## Results and discussion

### Exchange share or functional family?

The cluster here is the cation In₃⁺, and the tabulated electron affinity is the energy released when it takes up one electron without moving its atoms. The product is neutral In₃, so these values of more than 5 eV are not affinities of the neutral cluster. The levels are density functionals, most of which differ in their share of exact exchange and in the semi-local functional, the parent, with which it is mixed. Which of the two decides how strongly the electron is bound, and can the answer predict the results for B3LYP and PBE0?

Vertical electron affinity of In₃⁺ (charge +1 e, singlet), calculated with Ansatz 0.2.0 at the listed levels in the gas phase, at a fixed PBE-D4/def2-SVP geometry. It is the energy of the cation minus that of neutral In₃ (doublet). Open shells are unrestricted, and B3LYP uses the VWN-RPA form.

| result level | result electron affinity (eV) |
| --- | --- |
| PBE-D4/def2-TZVP | 5.345 |
| r2SCAN-D4/def2-TZVP | 5.647 |
| r2SCANh-D4/def2-TZVP | 5.674 |
| B3LYP-D4/def2-TZVP | ? |
| PBE0-D4/def2-TZVP | ? |
| r2SCAN0-D4/def2-TZVP | 5.715 |
| BHLYP-D4/def2-TZVP | 5.309 |
| B2PLYP/def2-TZVP | 5.169 |

Two limiting cases frame the question. If only the exchange share mattered, PBE and r2SCAN would agree, because neither contains any exact exchange. If only the parent mattered, r2SCAN, r2SCANh and r2SCAN0 would agree, because they share one parent and differ in having 0, 10 and 25% exact exchange.

The table lies close to the second limit. Within the r2SCAN family the affinity rises by only 0.068 eV, whereas the step from PBE to r2SCAN is 0.302 eV. BHLYP, with half of its exchange exact, even lies slightly below PBE. The parent therefore sets the level, and the exchange share makes a small correction to it.

### Why exact exchange changes so little

A semi-local functional lets an electron repel part of itself, and exact exchange removes some of this error. The energy of the orbital that receives the electron responds strongly. While the orbital is empty, a semi-local functional places it too low; once it is filled, too high. Exact exchange corrects the two ends in opposite directions.

The affinity is a difference of total energies, which equals the orbital energy averaged over the filling, with its sign reversed. In that average the two corrections largely cancel. A neighbouring series made of orbital energies from the same functionals should therefore vary much more steeply with the exchange share than the series here. The PBE runs show both ends. The lowest empty level of the cation lies at −7.235 eV and the highest filled level of the neutral cluster at −3.364 eV. Neither is close to the affinity of 5.345 eV with its sign reversed, but their mean, −5.30 eV, is. For the hybrids the cancellation is expected from theory rather than shown here, and it would explain the small slope within the r2SCAN family.

The cancellation leaves a small rise, whose origin is less certain. The cation was forced into a closed-shell singlet. With B2PLYP this state was tested and found unstable towards broken spin symmetry. For the other rows there is only a general caution from the makers of the data, based on tests elsewhere and not on these runs, that the same may hold. Exact exchange tends to penalise such a state, which would raise the affinity. The neutral cluster may contribute too. With PBE its ⟨S²⟩ is about 1.4, nearly twice the value for a pure doublet, so it is not simply the closed-shell cation with one more electron. Other electrons have partly unpaired, and exact exchange tends to favour that. How much of the rise comes from either end is untested.

### Two predictions

If the orbitals hardly change, the energy of a hybrid is linear in its exchange share. The model is then a level for each family plus a common slope times the share. A straight line fitted to the three r2SCAN rows gives a slope of 0.272 eV for going from no exact exchange to all of it. Using this slope for other parents is an assumption.

PBE0 is PBE with 25% exact exchange, so the estimate is 5.345 + 0.25 × 0.272 = 5.413 eV. The forecast is 5.41 ± 0.10 eV.

B3LYP has no pure parent in the table, but BHLYP is a relative with 50% exact exchange instead of 20%. Moving down by 30 percentage points lowers the BHLYP value of 5.309 eV to 5.227 eV.

The correlation parts differ as well. In B3LYP, 19% of the correlation is the VWN-RPA form, which makes the energy too low by very roughly 0.02 hartree per electron. The neutral cluster has one electron more than the cation and gains more from this error, which adds about 0.1 eV to the affinity. The forecast becomes 5.33 ± 0.15 eV, with a wider bar because this allowance is good only to its order of magnitude.

Both error bars are judgements, not statistical errors. Both values should fall below every r2SCAN row. It is a weaker expectation that PBE0 lies above both PBE and B3LYP, since its range reaches below the PBE value and overlaps the range for B3LYP.

The withheld rows as computed:

| result level | result electron affinity (eV) |
| --- | --- |
| B3LYP-D4/def2-TZVP | 5.324 |
| PBE0-D4/def2-TZVP | 5.400 |

### What the hits show

Both computed values fall within their ranges, and the expected orderings hold. The forecast for PBE0 is too high by 0.013 eV and that for B3LYP by 0.007 eV. For PBE0 the error bar is wider than the whole computed step of 0.055 eV from PBE, so the hit as such does not test the slope. The small miss is only weak support, because the step does not come from the exchange share alone. In the neutral cluster the core levels of one atom lie deeper with PBE, but those of two atoms do with PBE0 and r2SCAN. The electronic state thus changes between PBE and PBE0, and the close agreement is partly fortuitous. With PBE, another converged solution for the neutral cluster lies only about 0.05 eV higher, so a change of state can matter about as much as the whole step. The r2SCAN line applied to every family, as if the exchange share alone mattered, would have been too high by more than 0.3 eV in both cases. The printed output below gives the fit and all misses.

The PBE0 result might also seem to show where the gap between the PBE and r2SCAN families comes from. A hybrid with 25% exact exchange keeps only three quarters of its parent's exchange but all of its parent's correlation. Had the gap of 0.302 eV come from exchange alone, it would have shrunk to 0.75 × 0.302 ≈ 0.23 eV between PBE0 and r2SCAN0. It is in fact 5.715 − 5.400 = 0.315 eV. This would make the correlation parts the main source if the orbitals changed little and all four calculations described the same electronic states. The second condition fails, because the neutral PBE state differs from those of PBE0 and r2SCAN, so the source of the gap stays open. The change of state does not explain the gap away, however. PBE0 and r2SCAN both have two deeper-lying atoms, yet r2SCAN still gives the higher affinity by 0.247 eV, although it has the smaller exchange share.

The B3LYP hit is weaker evidence than its small miss suggests. The slope alone puts B3LYP below BHLYP, whereas the computed value lies 0.015 eV above it. The allowance for VWN-RPA supplies the right sign, but an estimate this rough cannot earn an agreement of a few thousandths of an electronvolt. Without it the forecast would have been about 0.10 eV too low, still inside the stated range. The common slope is thus compatible with both results, but neither tests it cleanly: the step from PBE to PBE0 includes a change of state, and the B3LYP forecast leans on the rough allowance.

### How far the values can be trusted

The description of the electronic states limits both the absolute affinities and their differences. A broken-symmetry cation of lower energy would reduce the affinity, by an amount that may depend on the functional and so need not cancel between rows. The neutral doublet is spin-contaminated as well, and the state found may not be the lowest of its spin at every level. Spin–orbit coupling is left out of every row; in the indium atom it lowers the energy by roughly 0.2 eV, and its effect in the cluster is unknown. A shift of that size would matter in a comparison with experiment, yet it should largely cancel between functionals that describe the same states, which PBE and PBE0 do not for the neutral cluster.

B2PLYP stays outside the model. It gives the lowest affinity, 0.14 eV below BHLYP, although the two have nearly the same share of exact exchange. It also adds perturbative correlation, which is unreliable when the starting state is unstable or spin-contaminated, and its cation was indeed found unstable. In addition, the outer-core shells are correlated here without the core-valence basis functions that this needs. Its low value should therefore not be read as a correction to the other rows.

Numerical output:

```
fit of ea on 3 rows (family): constant 5.647 +/- 0.00014, coefficient of share 0.2721 +/- 0.00091; rms 9.37e-05, worst r2SCANh-D4/def2-TZVP 0.000132, leave-one-out rms 0.000366
  rows outside the fit (model, value, miss): PBE-D4/def2-TZVP 5.647, 5.345, 0.302; B3LYP-D4/def2-TZVP 5.701, 5.324, 0.377; PBE0-D4/def2-TZVP 5.715, 5.4, 0.315; BHLYP-D4/def2-TZVP 5.783, 5.309, 0.474; B2PLYP/def2-TZVP 5.791, 5.169, 0.622
Rise from r2SCAN to r2SCANh (eV): 0.027
Rise from r2SCANh to r2SCAN0 (eV): 0.041
Rise from r2SCAN to r2SCAN0 (eV): 0.068
Family gap, r2SCAN less PBE (eV): 0.302
Family gap divided by the rise from r2SCAN to r2SCAN0: 4.441
BHLYP less PBE (eV): -0.036
B2PLYP less BHLYP (eV): -0.14
PBE0 forecast, error bar 0.10 (eV): 5.413
PBE0 computed (eV): 5.4
PBE0 miss, forecast less computed (eV): 0.01303
B3LYP estimate without the VWN-RPA allowance (eV): 5.227
Rough VWN-RPA allowance (eV): 0.1034
B3LYP forecast, error bar 0.15 (eV): 5.331
B3LYP computed (eV): 5.324
B3LYP miss, forecast less computed (eV): 0.006772
B3LYP miss without the allowance (eV): -0.09663
Computed change from PBE to PBE0 (eV): 0.055
Computed B3LYP less BHLYP (eV): 0.015
Computed PBE0 less B3LYP (eV): 0.076
```
